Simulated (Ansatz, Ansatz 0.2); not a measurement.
# Work function of stepped Ir(331): the functional outweighs relaxation and spin-orbit coupling

## Starting point

The quantity is the work function of clean Ir(331), the energy needed to take an electron from the Fermi level of the metal to the vacuum just outside this face. The reference is 5.4 eV, tabulated in "Anisotropic work function of elemental crystals" (2019, arXiv:1902.07811) from earlier experimental work. The method is not given with the value, nor are the temperature and the state of the surface. This matters for a stepped face: several clean iridium faces reconstruct or facet, and different techniques weight the patches of an uneven surface differently. The layer relaxations and the surface energy are not compared here.

| compared with | measured | method |
| --- | --- | --- |
| work function of the clean Ir(331) face (eV) | 5.4 | compiled from earlier experiments; the method is not given with the … |

Conditions are those given with the value in the passage it was taken from; "not stated" means there, and the paper may say more elsewhere. The values are a selection: others may have been left out beforehand as unlike or outlying.

## Choices

I want the cheapest level of theory that gives the work function of Ir(331) within 0.3 eV of the reference. That is about the usual distance between LDA and PBE work functions, so the target can tell a suitable functional from an unsuitable one. A much narrower target would ask more of a single compiled value than its unknown method supports.

The model is a symmetric slab with the ideal 1×1 termination, cut from fcc iridium at the handbook lattice constant of 3.84 Å. It is static and at 0 K; I expect temperature and zero-point motion to change the work function by some hundredths of an eV, well inside the target.

I begin with a thin, coarsely sampled LDA slab, then converge the settings, and after that change the functional or let the surface relax as the results require. The level on which the verdict rests gets its own check.

System: clean Ir(331) surface; fcc Ir, a = 3.84 A (handbook value rounded to two decimals); symmetric slab of 15 layers, 16 A of vacuum.

## 1. A thin LDA slab first

Seven layers sound like a fair number, but the (331) planes lie only roughly 0.9 Å apart, so this slab is little more than 5 Å thick. With a coarse mesh and a low cutoff it is a first look at small cost. LDA usually gives higher work functions than PBE, so I expect a value at or above the reference.

**Run 1.** Ansatz 0.2: LDA, bulk-cut slab at the handbook lattice constant, 7 layers, 6x6 mesh, 250 eV.

Key lines of the input:
```
crystal:
  lattice:
    - [2.7152900398, 0.0, 0.0]
    - [-1.3576450199, 5.9178374429, 0.0]
    - [0.0, 0.0, 21.2857385084]
  atoms:
    - { symbol: Ir, position: [0.0526315789, 0.1052631579, 0.3758384985] }
    - { symbol: Ir, position: [0.3684210526, 0.7368421053, 0.4172256657] }
    # ... 1 more lines ...
    - { symbol: Ir, position: [0.0, 0.0, 0.5] }
    - { symbol: Ir, position: [0.3157894737, 0.6315789474, 0.5413871672] }
    - { symbol: Ir, position: [0.6315789474, 0.2631578947, 0.5827743343] }
    - { symbol: Ir, position: [0.9473684211, 0.8947368421, 0.6241615015] }
hamiltonian:
  xc: lda
kpoints:
  mp_grid: { grid: [6, 6, 1] }
scf:
  occupations: { method: methfessel_paxton, width: 0.1 }
  convergence: { dr2_threshold: 1.0e-09 }
efield:
  axis: 3
  dipole_correction: true
basis:
  ecutwfc: "250 eV"
```

Command:
```
ansatz run input.yaml --threads 8 --pin off --max-ram 24576MiB --backend cpu --events-out ev --progress --plain --runs-dir out
```

Selected lines of the output:
```
Work function:   Φ+ = 5.4176 eV   Φ− = 5.4176 eV
```

Converged; 3.9 s on 8 cores of Arm Neoverse V1, shared host. Warnings: cutoff_below_recommended (cutoff below the recommended one); vacuum_density_over_bound (the vacuum at the dipole layer isn't empty at the close); xc_potential_rough_in_thin_density (in short: The exchange-correlation potential varies sharply where the density is thin, so no vacuum level should be read from v_tot or v_xc; the notice says which field, if any, gives one).

| quantity | run 1 | measured | deviation |
| --- | --- | --- | --- |
| work function of the clean Ir(331) face (eV) | 5.418 | 5.4 | +0.018 |
| lattice constant a used for the slab (Å) | 3.840 |  |  |

The thin LDA slab gives 5.418 eV, 0.018 eV above the reference and far inside the target. I don't accept it yet, because the cutoff is below the recommended one and convergence in mesh and thickness is not yet shown. Two further warnings concern the vacuum. Some electron density remains at the dipole layer, and the exchange-correlation potential is rough where the density is thin, so neither it nor the total potential may serve to read a vacuum level. The two faces agree at 5.4176 eV, but symmetry requires that and it says nothing about convergence.

## 2. LDA with sounder settings

I keep LDA and the bulk-cut geometry, and go to 15 layers, a 14×14 mesh and the default cutoff. The three changes come together, so a shift can't be assigned to any one of them, but it will show whether the cheap value holds. The first run took only seconds, so the larger slab should still be affordable. I expect a shift of a tenth of an eV or so, with the low cutoff as the main suspect.

**Run 2.** Ansatz 0.2: LDA, bulk-cut slab at the handbook lattice constant; 15 layers, 16 A vacuum, 14x14 mesh, default cutoff, MP smearing 0.1 eV.

Key lines of the input:
```
crystal:
  lattice:
    - [2.7152900398, 0.0, 0.0]
    - [-1.3576450199, 5.9178374429, 0.0]
    - [0.0, 0.0, 28.3333898529]
  atoms:
    - { symbol: Ir, position: [0.7894736842, 0.5789473684, 0.2823523779] }
    - { symbol: Ir, position: [0.1052631579, 0.2105263158, 0.3134448954] }
    # ... 9 more lines ...
    - { symbol: Ir, position: [0.2631578947, 0.5263157895, 0.6243700697] }
    - { symbol: Ir, position: [0.5789473684, 0.1578947368, 0.6554625872] }
    - { symbol: Ir, position: [0.8947368421, 0.7894736842, 0.6865551046] }
    - { symbol: Ir, position: [0.2105263158, 0.4210526316, 0.7176476221] }
hamiltonian:
  xc: lda
kpoints:
  mp_grid: { grid: [14, 14, 1] }
scf:
  occupations: { method: methfessel_paxton, width: 0.1 }
  convergence: { dr2_threshold: 1.0e-09 }
efield:
  axis: 3
  dipole_correction: true
# cutoff taken by the program: 420 eV
```

Selected lines of the output:
```
Fermi energy:    8.881689 eV
Work function:   Φ+ = 5.5089 eV   Φ− = 5.5089 eV
```

Converged; wall time 2.1 min. Warnings: xc_potential_rough_in_thin_density.

| quantity | run 2 | measured | deviation |
| --- | --- | --- | --- |
| work function of the clean Ir(331) face (eV) | 5.509 | 5.4 | +0.109 |
| lattice constant a used for the slab (Å) | 3.840 |  |  |

With 15 layers, the denser mesh and the default cutoff of 420 eV, LDA gives 5.509 eV. That is 0.091 eV above the thin slab and 0.109 eV above the reference, still a clear pass. The closer agreement of the first run therefore came from its coarse settings and says nothing in favour of LDA. The warnings about the cutoff and the density at the dipole layer are gone. The one about the rough exchange-correlation potential stays: a vacuum level belongs to the electrostatic potential, and which field the printed work function is read from is not shown in this report.

## 3. Letting the LDA surface relax

The slab still has its layers at bulk spacing, which a stepped, open face will not keep. I now relax the slab within LDA, fixing only the central layer and keeping the cell at the handbook lattice constant, with all other settings unchanged. This costs several self-consistent cycles instead of one, but a single calculation takes only about two minutes. I expect the first interlayer spacing to shrink by a good many per cent, as is common on open metal faces, and the work function to move by less than 0.1 eV.

**Run 3.** Ansatz 0.2: LDA, relaxed with the middle layers fixed at the handbook lattice constant; 15 layers, 16 A vacuum, 14x14 mesh, default cutoff, MP smearing 0.1 eV.

Key lines of the input, as changed from run 2:
```diff
+ relax:
+   f_tol: 0.01
+   max_steps: 40
+   constraints: [{ sites: [7] }]
```

Selected lines of the output:
```
relax step   6: F+E_penalty+E_count = -174944.11598777 eV  Δ(F+E_penalty+E_count) = -6.766e-5 eV  max|allowed force component| = 3.530e-3 eV/Å  Δτ_max = 0.0014 Å  (7 SCF iters, accepted)
Work function:   Φ+ = 5.4585 eV   Φ− = 5.4585 eV
```

Converged; wall time 9.8 min. Warnings: xc_potential_rough_in_thin_density.

Known limit of this kind of run: sound for the work function; the slab is held at the handbook lattice constant, and this functional's own constant was not determined.

| quantity | run 3 | measured | deviation |
| --- | --- | --- | --- |
| work function of the clean Ir(331) face (eV) | 5.458 | 5.4 | +0.058 |
| change of the first interlayer spacing from the bulk spacing (%) | −11.32 |  |  |
| change of the second interlayer spacing from the bulk spacing (%) | −18.52 |  |  |
| lattice constant a used for the slab (Å) | 3.840 |  |  |

Relaxation lowers the LDA work function by 0.050 eV to 5.458 eV, 0.058 eV above the reference. The first interlayer spacing contracts by 11.32 %, but the second contracts more, by 18.52 %, which I had not foreseen. The planes lie so close together that even these percentages are displacements of only a tenth or two of an ångström.

The cell stays at the handbook lattice constant. LDA's own constant may differ from it, and the resulting stress would enter the spacings. I therefore take them as approximate; the work function should suffer much less. For the target, the bulk-cut slab was already good enough.

## 4. PBE, bulk-cut and relaxed

LDA passes with and without relaxation, but a single compiled value can't show whether that is due to the functional or to compensating errors. PBE on the same two geometries costs about as much and shows how far the result depends on the functional. I expect it to lie about 0.3 eV below LDA, with a similar small drop on relaxation. The bulk-cut PBE slab will also be the base for testing settings one at a time.

**Run 4.** Ansatz 0.2: PBE, bulk-cut slab at the handbook lattice constant; 15 layers, 16 A vacuum, 14x14 mesh, default cutoff, MP smearing 0.1 eV.

Key lines of the input, as changed from run 2:
```diff
  hamiltonian:
-   xc: lda
+   xc: pbe
```

Selected lines of the output:
```
Work function:   Φ+ = 5.1533 eV   Φ− = 5.1533 eV
```

Converged; wall time 2.1 min. Warnings: xc_potential_rough_in_thin_density.

**Run 5.** Ansatz 0.2: PBE, relaxed with the middle layers fixed at the handbook lattice constant; 15 layers, 16 A vacuum, 14x14 mesh, default cutoff, MP smearing 0.1 eV.

Key lines of the input, as changed from run 3:
```diff
  hamiltonian:
-   xc: lda
+   xc: pbe
```

Selected lines of the output:
```
relax step   6: F+E_penalty+E_count = -179024.12955913 eV  Δ(F+E_penalty+E_count) = -6.121e-4 eV  max|allowed force component| = 6.710e-3 eV/Å  Δτ_max = 0.0094 Å  (8 SCF iters, accepted)
Work function:   Φ+ = 5.1275 eV   Φ− = 5.1275 eV
```

Converged; wall time 8.8 min. Warnings: xc_potential_rough_in_thin_density.

| quantity | run 4 | run 5 | measured |
| --- | --- | --- | --- |
| work function of the clean Ir(331) face (eV) | 5.153 | 5.128 | 5.4 |
| change of the first interlayer spacing from the bulk spacing (%) | – | −8.27 |  |
| change of the second interlayer spacing from the bulk spacing (%) | – | −14.33 |  |
| lattice constant a used for the slab (Å) | 3.840 | 3.840 |  |

PBE gives 5.153 eV for the bulk-cut slab and 5.128 eV for the relaxed one, 0.247 and 0.272 eV below the reference. Both pass, the relaxed slab only narrowly. The step from LDA to PBE is 0.356 eV on the bulk-cut slab and 0.331 eV between the relaxed ones, close to what I expected. Relaxation matters much less, lowering the PBE value by only 0.026 eV.

The first two spacings contract less than in LDA, by 8.27 and 14.33 %. The sign would fit the imposed lattice constant: PBE usually prefers a larger cell than LDA, so its slab is the more compressed in the plane and pushes outwards. I offer that as a conjecture, since neither functional's own constant is shown in this report.

## 5. Mesh, thickness and cutoff under PBE

The bulk-cut PBE slab has about 0.05 eV to spare, which an unconverged setting could use up. I change one setting at a time: a 24×24 mesh, 22 layers, and a 600 eV cutoff. Each costs more than the base calculation, but none needs a relaxation. I expect shifts of a few hundredths of an eV at most, with the thickness the least certain. The tests count for PBE; for LDA they are only a hint.

**Run 6.** Ansatz 0.2: PBE, bulk-cut slab, with 24x24 mesh (base case: bulk-cut slab at the handbook lattice constant; 15 layers, 16 A vacuum, 14x14 mesh, default cutoff, MP smearing 0.1 eV).

Key lines of the input, as changed from run 4:
```diff
  kpoints:
-   mp_grid: { grid: [14, 14, 1] }
+   mp_grid: { grid: [24, 24, 1] }
```

Selected lines of the output:
```
Work function:   Φ+ = 5.1517 eV   Φ− = 5.1517 eV
```

Converged; wall time 6.1 min. Warnings: xc_potential_rough_in_thin_density.

**Run 7.** Ansatz 0.2: PBE, bulk-cut slab, with 22 layers (base case: bulk-cut slab at the handbook lattice constant; 15 layers, 16 A vacuum, 14x14 mesh, default cutoff, MP smearing 0.1 eV).

Selected lines of the output:
```
Work function:   Φ+ = 5.1600 eV   Φ− = 5.1600 eV
```

Converged; wall time 4.7 min. Warnings: xc_potential_rough_in_thin_density.

**Run 8.** Ansatz 0.2: PBE, bulk-cut slab, with 600 eV cutoff (base case: bulk-cut slab at the handbook lattice constant; 15 layers, 16 A vacuum, 14x14 mesh, default cutoff, MP smearing 0.1 eV).

Key lines of the input, as changed from run 4:
```diff
- # cutoff taken by the program: 420 eV
+ basis:
+   ecutwfc: "600 eV"
```

Selected lines of the output:
```
Work function:   Φ+ = 5.1534 eV   Φ− = 5.1534 eV
```

Converged; wall time 3.7 min. Warnings: xc_potential_rough_in_thin_density.

| quantity | run 6 | run 7 | run 8 | measured |
| --- | --- | --- | --- | --- |
| work function of the clean Ir(331) face (eV) | 5.152 | 5.160 | 5.153 | 5.4 |
| lattice constant a used for the slab (Å) | 3.840 | 3.840 | 3.840 |  |

The PBE value hardly responds to any of the three settings. The denser mesh lowers it by 0.0016 eV, the thicker slab raises it by 0.0067 eV, and the higher cutoff changes it by only 0.0001 eV. All of this is small against the margin of about 0.05 eV for the bulk-cut slab, and also against the roughly 0.03 eV left to the relaxed one. For PBE, the base settings are good enough, and the distance to the reference doesn't come from mesh, thickness or cutoff.

## 6. Spin-orbit coupling and other pseudopotentials

Two things still bear on the narrow PBE pass. Iridium is heavy enough for spin-orbit coupling to matter in its bands, so I add it on the relaxed PBE geometry. I also repeat the bulk-cut slab with norm-conserving pseudopotentials, which tests the description of the ion cores. Both should cost more than the base calculation, the first because of its spinor wavefunctions, the second because such potentials usually need a higher cutoff. I expect each to move the work function by less than 0.1 eV, which could still decide the relaxed PBE slab either way.

**Run 9.** Ansatz 0.2: PBE with spin-orbit coupling on the PBE-relaxed geometry; 15 layers, 16 A vacuum, 14x14 mesh, default cutoff, MP smearing 0.1 eV.

Selected lines of the output:
```
SCF converged after 13 iterations
Magnetization: |M| = 0.0000 μB,  M = (+0.0000, +0.0000, +0.0000) μB
Work function:   Φ+ = 5.1234 eV   Φ− = 5.1234 eV
```

Converged; 18 min on 8 cores of Arm Neoverse V2, shared host. Warnings: xc_potential_rough_in_thin_density.

**Run 10.** Ansatz 0.2: PBE, bulk-cut slab, with norm-conserving pseudopotentials at the cutoff that the program picks (base case: bulk-cut slab at the handbook lattice constant; 15 layers, 16 A vacuum, 14x14 mesh, default cutoff, MP smearing 0.1 eV).

Key lines of the input, as changed from run 4:
```diff
  hamiltonian:
+   pseudopotentials: { kind: nc }
- # cutoff taken by the program: 420 eV
+ # cutoff taken by the program: 925 eV
```

Selected lines of the output:
```
Work function:   Φ+ = 5.1533 eV   Φ− = 5.1533 eV
```

Converged; wall time 5.6 min. Warnings: xc_potential_rough_in_thin_density.

| quantity | run 9 | run 10 | measured |
| --- | --- | --- | --- |
| work function of the clean Ir(331) face (eV) | 5.123 | 5.153 | 5.4 |
| lattice constant a used for the slab (Å) | 3.840 | 3.840 |  |

With spin-orbit coupling the relaxed PBE slab gives 5.1234 eV, against 5.1275 eV without it, so about 0.004 eV lower. A spin-orbit run commonly uses fully relativistic potentials in place of the scalar ones; the potentials are not shown in this report, so the small shift may belong to both changes together. The result is 0.277 eV below the reference, still a narrow pass. The moment stays at zero, as it should in nonmagnetic iridium.

The norm-conserving pseudopotentials give 5.1533 eV for the bulk-cut slab, the same as the base calculation to the printed precision. Two different descriptions of the ion cores thus agree, and the pseudopotential is an unlikely source of the distance between PBE and the reference. Neither change is needed for this target.

## Table of results

| run | settings | work function of the clean Ir(331) face (eV) | deviation | cost |
| --- | --- | --- | --- | --- |
| 1 | LDA, bulk-cut slab at the handbook lattice constant, 7 layers, 6x6 mesh, 250 eV | 5.418 | +0.018 | under 1 core-min |
| 2 | LDA, bulk-cut slab at the handbook lattice constant, 15 layers, 16 A vacuum, 14x14 mesh, default cutoff, MP smearing 0.1 eV | 5.509 | +0.109 | 16 core-min |
| 3 | LDA, relaxed with the middle layers fixed at the handbook lattice constant, 15 layers, 16 A vacuum, 14x14 mesh, default cutoff, MP smearing 0.1 eV | 5.458 | +0.058 | 78 core-min |
| 4 | PBE, bulk-cut slab at the handbook lattice constant, 15 layers, 16 A vacuum, 14x14 mesh, default cutoff, MP smearing 0.1 eV | 5.153 | −0.247 | 17 core-min |
| 5 | PBE, relaxed with the middle layers fixed at the handbook lattice constant, 15 layers, 16 A vacuum, 14x14 mesh, default cutoff, MP smearing 0.1 eV | 5.128 | −0.272 | 70 core-min |
| 6 | PBE, bulk-cut slab | 5.152 | −0.248 | 48 core-min |
| 7 | PBE, bulk-cut slab | 5.160 | −0.240 | 38 core-min |
| 8 | PBE, bulk-cut slab | 5.153 | −0.247 | 29 core-min |
| 9 | PBE with spin-orbit coupling on the PBE-relaxed geometry, 15 layers, 16 A vacuum, 14x14 mesh, default cutoff, MP smearing 0.1 eV | 5.123 | −0.277 | 2.5 core-h |
| 10 | PBE, bulk-cut slab | 5.153 | −0.247 | 45 core-min |
|  | measured | 5.4 |  |  |

Further runs on the same system, made beside this series (convergence steps with loose settings among them):

| further | settings | work function of the clean Ir(331) face (eV) | deviation | cost | status |
| --- | --- | --- | --- | --- | --- |
| F1 | HSE06, bulk-cut slab of 7 layers, 13 A vacuum, 8x8 mesh, Fermi-Dirac 0.1 eV | 4.959 | −0.441 | 27 core-min | warnings: filled_band_counts_differ_across_k_points (k-points fill unequal …; xc_potential_rough_in_thin_density |
| F2 | r2SCAN, single point on the PBE-relaxed geometry, 15 layers, 16 A vacuum, 14x14 mesh, default cutoff, MP smearing 0.1 eV | 5.148 | −0.252 | 40 core-min | warnings: xc_potential_rough_in_thin_density |
| F3 | PBEsol, bulk cell relaxed first, slab built at that lattice constant and its relaxed with the middle layers fixed, 15 layers, 16 A vacuum, 14x14 mesh, default cutoff, MP smearing 0.1 eV | 5.228 | −0.172 | 72 core-min | warnings: stress_scf_threshold_loose (a loose SCF threshold for stresses); xc_potential_rough_in_thin_density |
| F4 | PBEsol, single point on the PBE-relaxed geometry, 15 layers, 16 A vacuum, 14x14 mesh, default cutoff, MP smearing 0.1 eV | 5.244 | −0.156 | 17 core-min | warnings: xc_potential_rough_in_thin_density |
| F5 | RPBE, single point on the PBE-relaxed geometry, 15 layers, 16 A vacuum, 14x14 mesh, default cutoff, MP smearing 0.1 eV | 4.974 | −0.426 | 18 core-min | warnings: xc_potential_rough_in_thin_density |
| F6 | PBE, bulk cell relaxed first, slab built at that lattice constant and its relaxed with the middle layers fixed, 15 layers, 16 A vacuum, 14x14 mesh, default cutoff, MP smearing 0.1 eV | 5.123 | −0.277 | 73 core-min | warnings: stress_scf_threshold_loose (a loose SCF threshold for stresses); xc_potential_rough_in_thin_density |
| F7 | PBE, bulk-cut slab, with gaussian smearing of 0.3 eV (base case: bulk-cut slab at the handbook lattice constant; 15 layers, 16 A vacuum, 14x14 mesh, default cutoff, MP smearing 0.1 eV) | 5.146 | −0.254 | 13 core-min | warnings: xc_potential_rough_in_thin_density |
| F8 | PBE, bulk-cut slab, with 26 A vacuum (base case: bulk-cut slab at the handbook lattice constant; 15 layers, 16 A vacuum, 14x14 mesh, default cutoff, MP smearing 0.1 eV) | 5.153 | −0.247 | 25 core-min | warnings: xc_potential_rough_in_thin_density |
| F9 | PBE, bulk-cut slab, with 6x6 mesh (base case: bulk-cut slab at the handbook lattice constant; 15 layers, 16 A vacuum, 14x14 mesh, default cutoff, MP smearing 0.1 eV) | 5.138 | −0.262 | 3.8 core-min | warnings: xc_potential_rough_in_thin_density |
|  | measured | 5.4 |  |  |  |

## Judgement

The target is met. The bulk-cut LDA slab of 15 layers gives 5.509 eV, 0.109 eV above the reference, for 16 core-minutes. The thin LDA slab came closer for under one core-minute, but only by chance, through its coarse settings. The bulk-cut PBE slab also passes at nearly the same cost, 17 core-minutes, and it is the level whose settings were checked. With a 6×6 mesh it still passes, 0.262 eV below the reference for 3.8 core-minutes, which makes it the cheapest pass on a 15-layer slab, though a narrow one.

The choice of functional mattered most. PBE lies about 0.35 eV below LDA and passes narrowly. The reference falls between them, so the target did not separate the two as I had supposed. LDA is the nearer, but one value can't rank them firmly: work functions measured on one face commonly scatter by 0.1 to 0.2 eV. PBEsol and r2SCAN also pass, while RPBE misses at 0.426 eV below the reference. HSE06 falls 0.441 eV short, but on a thin slab with different settings, so that miss can't be put down to the functional alone.

Relaxation lowers the work function by 0.050 eV in LDA and 0.026 eV in PBE, and wasn't needed for this target. Under PBE, a denser mesh, more layers, a higher cutoff, a wider vacuum and other pseudopotentials each change the result by less than 0.01 eV. So does building the relaxed slab at PBE's own lattice constant. These checks support the LDA settings only indirectly; the check of its own that I planned for the level behind the verdict is not shown in this report. The spin-orbit run was the dearest, at 2.5 core-hours, and moved the value by just 0.004 eV.

The good agreement of LDA doesn't show that its physics is the better one. Temperature should matter by hundredths of an eV. A real Ir(331) surface may also reconstruct or facet; close-packed patches would raise the measured value above that of the ideal face, which would favour LDA's higher result for the wrong reason. That is a conjecture, and one compiled value without its method can't settle it.

[Logs are printed without paths, hosts, clocks, repeated set-up lines and the standing remarks that a program may print on its own settings, such as how far it seeks lower states.]

[The runs shown are a pick from a larger set of finished runs; failed, doubtful and other runs were left out of it ahead of writing. So were measured values far from every level or from commonly accepted values, and agreement can look better than it is. Lines of input and output are excerpts and may be shortened.]
